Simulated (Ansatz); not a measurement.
# Ligand exchange: how K changes with temperature for C2H3Cl2Ga + C2H4 ⇌ C2H4ClGa + C2H3Cl

Species: C2H3Cl2Ga `C=[CH][Ga]([Cl])[Cl]`, singlet; C2H4 (ethylene) `C=C`, singlet; C2H4ClGa `C=[CH][GaH][Cl]`, singlet; C2H3Cl `C=CCl`, singlet. The partners trade Cl for H: Ga–Cl and C–H bonds give way to Ga–H and C–Cl.

The electronic reaction energy at CCSD(T)/def2-TZVPP is +179.5 kJ/mol. Shapes: PBE0-D4/def2-TZVP. Flexible molecules stand in one conformer, not always the lowest. Programs: Ansatz 0.2.0. Enthalpy and entropy come from rigid-rotor, harmonic-oscillator sums on unscaled PBE0-D4/def2-TZVP wavenumbers, ideal gases at 1 bar. Symmetry numbers: C2H3Cl2Ga 1, C2H4 4, C2H4ClGa 1, C2H3Cl 1. R = 8.3145 J/(mol K).

```
T (K)  ΔH (kJ/mol)  ΔS (J/(mol K))
  600       +170.3           +12.4
  800            ?               ?
 1000       +171.9           +14.4
```

Question: Work out ln K at 600 and 1000 K, and from these estimate it at 800 K.

Answer: 
1. 600 K: ΔG = +170.3 − 600 × (+12.4)/1000 = +162.9 kJ/mol; ln K = −ΔG/RT = -32.65.
2. 1000 K: ΔG = +171.9 − 1000 × (+14.4)/1000 = +157.5 kJ/mol; ln K = −ΔG/RT = -18.94.
3. Slope against 1000/T: (-18.94 − (-32.65))/(1.0000 − 1.6667) = -20.56, that is −ΔH/R with ΔH near +171 kJ/mol.
4. 800 K: ln K = -32.65 + (-20.56) × (1.2500 − 1.6667) = -24.08.

The full sums give ΔH = +171.1 kJ/mol, ΔS = +13.5 J/(mol K), ΔG = +160.3 kJ/mol and ln K = -24.10 at 800 K, so the line is off by +0.02 in ln K; without rounding the miss is +0.02, from the change of ΔH with temperature. The reactants are favoured over this whole range. An error of 10 kJ/mol in the energy moves ln K by 1.5 at 800 K. Soft modes are treated as harmonic, which can err either way at these temperatures; the lowest are those of C2H3Cl2Ga (71 cm⁻¹), C2H4ClGa (72 cm⁻¹). Other conformers aren't counted. Relativity is left out for Ga. Outer-core shells of Ga are correlated, in sets that cover them unevenly.

The exchange is strongly uphill because it puts both ligands on the wrong partner. Chlorine binds best to electropositive gallium, where the bond is strongly polar and probably gains a little from lone-pair donation into the empty Ga 4p orbital. Hydrogen, in turn, forms a much stronger bond to carbon than to gallium. The enthalpy lies below the electronic energy of +179.5 kJ/mol probably in large part because a stiff C–H oscillator gives way to a softer Ga–H one, which lowers the zero-point energy.

Two molecules give two, so there is no large translational gain in entropy. Most of the small positive ΔS comes from the loss of ethylene's rotational symmetry. The rise of ln K from -32.65 to -18.94 therefore reflects the endothermic enthalpy, whose penalty weighs less as RT grows, and not a strong entropic drive. The nearly constant ΔH also explains why the two-point line works so well. The results concern monomers only, whereas chlorogallanes can associate through chlorine bridges, which would shift the overall balance.
